## Question

A carbon, a nitrogen and two silicon atoms close a flat four-membered ring, CH₂–NH–SiH₂–SiH₂. Each of its eleven bonds has a bond critical point. There the electron density is lowest on the way from one nucleus to the other, yet highest across the bond. Eight of these points are shuffled and lettered below. They belong to one N–H, one C–H, one N–Si, one Si–Si and four Si–H bonds; the candidate labels are row numbers of the full table.

Properties at QTAIM bond critical points of the neutral, singlet ring molecule CH₂–NH–SiH₂–SiH₂ (CH₇NSi₂), computed with PySCF 2.14.0. The density comes from a PBE0/6-311+G(d,p) single-point calculation at the GFN2-xTB geometry. Candidates: 1, 2, 8, 9, 7, 6, 5, 11.

| row | density (a.u.) | laplacian (a.u.) | ellipticity | energy density (a.u.) |
| --- | --- | --- | --- | --- |
| A | 0.337 | -1.537 | 0.052 | -0.445 |
| B | 0.120 | 0.254 | 0.015 | -0.073 |
| C | 0.120 | 0.253 | 0.015 | -0.073 |
| D | 0.091 | -0.150 | 0.009 | -0.045 |
| E | 0.274 | -0.905 | 0.049 | -0.269 |
| F | 0.130 | 0.662 | 0.130 | -0.057 |
| G | 0.121 | 0.244 | 0.044 | -0.074 |
| H | 0.121 | 0.244 | 0.044 | -0.074 |

The Laplacian $\nabla^2\rho$ is the sum of the three curvatures of the density $\rho$ at the point. The ellipticity is zero where the density falls off equally in all directions across the bond. The energy density $h$ adds the local kinetic and potential energy of the electrons, and a negative value is usually read as a sign of shared electrons.

Three further points are named as a guide. The second C–H bond has a density of 0.274 a.u. and the C–N bond 0.259. The C–Si bond has only 0.113, with a Laplacian of +0.178.

Assign the letters to the bonds, say which assignments are certain, and explain why the Laplacian changes sign among the silicon bonds.

## Model answer

**A and E contain no silicon.** Their densities are more than twice those of the other six points, and the named bonds show the same gap between C–H or C–N and C–Si. Silicon binds with its third shell, which is wide and thinly filled. Carbon, nitrogen and hydrogen have compact shells that overlap at short distance, so more charge collects between the nuclei.

**E is C–H and A is N–H.** E agrees with the named C–H bond in density to the digits printed. A is 23 % denser than E and has the most negative Laplacian of all. This suits nitrogen, whose higher nuclear charge holds the valence shell tighter and makes the bond to hydrogen shorter.

**B, C, G and H are the Si–H bonds.** Their densities agree within 1 %, and their Laplacians and energy densities are also close. Only one kind of bond occurs four times among the candidates. Counting settles this step without any theory of bonding.

**F is N–Si and D is Si–Si.** These two bonds differ most in polarity. Two simpler molecules show what polarity does. In H₂ the critical point lies in the middle by symmetry, and the Laplacian is negative. In LiH the point is pushed towards lithium, close to its core, and the Laplacian is positive. The comparison concerns only the place of the point: H₂ has no core electrons, and LiH is usually described as ionic.

Si–Si should therefore resemble H₂, while N–Si should lie on the LiH side. The named C–Si bond gives the scale. Nitrogen attracts electrons more strongly than carbon, so N–Si should have a Laplacian above +0.178. F has +0.662 and D has −0.150, which leaves no doubt.

**The place of each Si–H bond stays open.** The ellipticities split the four into two pairs, G with H and B with C. Each silicon carries one hydrogen above the ring plane and one below, nearly mirror images, so each pair belongs to one silicon. Which pair sits beside nitrogen cannot be settled from these values. One may guess that the less round pair, G and H, feels the nitrogen lone pair, but nothing here tests that. The density gap between the pairs is too small to help, since small errors in the tight-binding geometry could change it.

## The labels

The rows with their labels:

| row | density (a.u.) | laplacian (a.u.) | ellipticity | energy density (a.u.) |
| --- | --- | --- | --- | --- |
| 1 | 0.337 | -1.537 | 0.052 | -0.445 |
| 2 | 0.274 | -0.905 | 0.049 | -0.269 |
| 3 | 0.274 | -0.903 | 0.049 | -0.269 |
| 4 | 0.259 | -0.655 | 0.004 | -0.293 |
| 5 | 0.130 | 0.662 | 0.130 | -0.057 |
| 6 | 0.121 | 0.244 | 0.044 | -0.074 |
| 7 | 0.121 | 0.244 | 0.044 | -0.074 |
| 8 | 0.120 | 0.254 | 0.015 | -0.073 |
| 9 | 0.120 | 0.253 | 0.015 | -0.073 |
| 10 | 0.113 | 0.178 | 0.081 | -0.071 |
| 11 | 0.091 | -0.150 | 0.009 | -0.045 |

- A is row 1, N–H.
- E is row 2, C–H.
- F is row 5, N–Si.
- G and H are rows 6 and 7, the Si–H bonds on the silicon next to nitrogen.
- B and C are rows 8 and 9, the Si–H bonds on the silicon next to carbon.
- D is row 11, Si–Si.

All the certain assignments hold. The guess about G and H also comes out right, but with only two pairs to choose from this is weak support for its cause.

## Why the sign changes

The positions of the points, taken from the same calculation, bear out the argument from polarity. In the N–Si, Si–H and C–Si bonds the point lies about 0.7 Å from silicon. In Si–Si it lies 1.1 Å from the nearer silicon, close to the middle. The more electronegative partner draws the valence charge to itself, and the density minimum moves up to the edge of the silicon core.

There the density climbs steeply on both sides, towards the silicon core and towards the charge held by the partner. The curvature along the bond is 1.07 a.u. in N–Si but only 0.03 in Si–Si, where the density runs almost level between two equal shells. The curvatures across the bond are negative in both cases and differ much less: their sums are $0.662-1.07=-0.41$ and $-0.150-0.025=-0.175$. Among the silicon bonds it is thus the profile along the axis that decides the sign.

N–H shows that a steep profile alone does not make the Laplacian positive. Its curvature along the bond, 0.88, is nearly as large as in N–Si. But the dense charge between nitrogen and hydrogen also falls off sharply to the sides, and this outweighs the rise along the axis.

## How far N–Si is from ionic

A positive Laplacian does not make a bond purely ionic. The local virial relation links it to the kinetic energy density $g$ and the potential energy density $v$:

$$\tfrac14\nabla^2\rho = 2g+v,\qquad h=g+v .$$

Subtracting one from the other gives $g=\tfrac14\nabla^2\rho-h$. For N–Si this is $g=0.1655+0.057=0.2225$. Then $v=h-g=-0.057-0.2225=-0.2795$, and $|v|/g=1.26$.

A ratio below 1 is usually read as closed-shell contact and one above 2 as full sharing. N–Si lies between them, as a polar bond with some sharing. The other polar silicon bonds have ratios of about 1.5 to 1.6, so by this measure N–Si is the least shared of them. The bond order does not fully agree: it is 0.77 for N–Si and 0.74 for C–Si.

The relation contains no fitted constant, and it only recasts two columns of the table, so it is no independent test. It is least precise for Si–Si, where $g$ is a small difference between two larger numbers. The ratio there is about 7. The output printed below gives $g$ and the ratio for every row.

## Remarks on the reasoning

**A low density does not mean that a bond is missing.** Si–Si has the lowest density in the table, yet the same calculation gives it a bond order of 1.07, an ordinary single bond. Its density is low because two wide shells meet far from both nuclei. Neither the density nor the bond order tells how much energy it takes to break the bond. Density is a safer guide to strength when the bonds compared join the same two elements.

**Length alone does not fix the density either.** The C–N and Si–H bonds differ in length by little more than 0.01 Å, yet C–N has about twice the density. The size of the shells that overlap matters as much as the distance between the nuclei.

**Polarity does not order every silicon bond.** It separates Si–Si, C–Si and N–Si correctly. Carbon is also more electronegative than hydrogen, so C–Si should have a larger Laplacian than Si–H, but the table shows the reverse. A possible reason, untested here, is that the hydrogen nucleus lies much closer to the critical point than carbon does, so that the density rises sooner on that side.

**The high ellipticity of N–Si is no proof of a double bond.** At 0.130 it is the largest in the table, and a student may read it as the nitrogen lone pair reaching into silicon. But the ellipticity does not say whether the density spreads above and below the ring or within its plane, and only the first would suit that lone pair. The bond order of 0.77 gives no sign of a double bond either, although polarity can lower it.

Molecules with Si–N and Si–H bonds serve as precursors for silicon nitride films, which insulate and protect parts of electronic devices. The values here show how charge is distributed in such bonds. Which bond breaks first on a growing film depends on reaction barriers, and a density at one point does not supply them.

Numerical output:

```
Derived quantities in atomic units and length in A:
  row  length        G  V to G ratio  curvature along bond  H per electron
    1   1.007  0.06075         8.325                0.8773           -1.32
    2   1.095  0.04275         7.292                0.4896         -0.9818
    3   1.096  0.04325          7.22                0.4894         -0.9818
    4   1.457   0.1292         3.267                0.2729          -1.131
    5   1.717   0.2225         1.256                  1.07         -0.4385
    6   1.472    0.135         1.548                0.6146         -0.6116
    7   1.472    0.135         1.548                0.6146         -0.6116
    8   1.468   0.1365         1.535                0.6166         -0.6083
    9   1.468   0.1362         1.536                0.6153         -0.6083
   10   1.928   0.1155         1.615                0.4607         -0.6283
   11    2.32   0.0075             7               0.02516         -0.4945
N-H density above that of the unlabelled C-H (percent): 22.99
N-H Laplacian divided by C-H Laplacian: 1.698
C-H density divided by N-Si density: 2.108
mean Si-H density (a.u.): 0.1205
spread of the four Si-H densities (percent of their mean): 0.8299
N-Si density above mean Si-H density (percent): 7.884
N-Si Laplacian divided by mean Si-H Laplacian: 2.661
N-Si Laplacian divided by C-Si Laplacian: 3.719
ellipticity of Si-H pair in rows 6 and 7 divided by that in rows 8 and 9: 2.933
Si-Si density below mean Si-H density (percent): 24.48
Si-Si density below C-Si density (percent): 19.47
C-N density divided by mean Si-H density: 2.149
mean Si-H length less C-N length (A): 0.013
distance of the N-Si point from silicon (A): 0.6805
distance of the Si-H point of row 6 from silicon (A): 0.7193
distance of the C-Si point from silicon (A): 0.7325
distance of the Si-Si point from the nearer silicon (A): 1.137
```
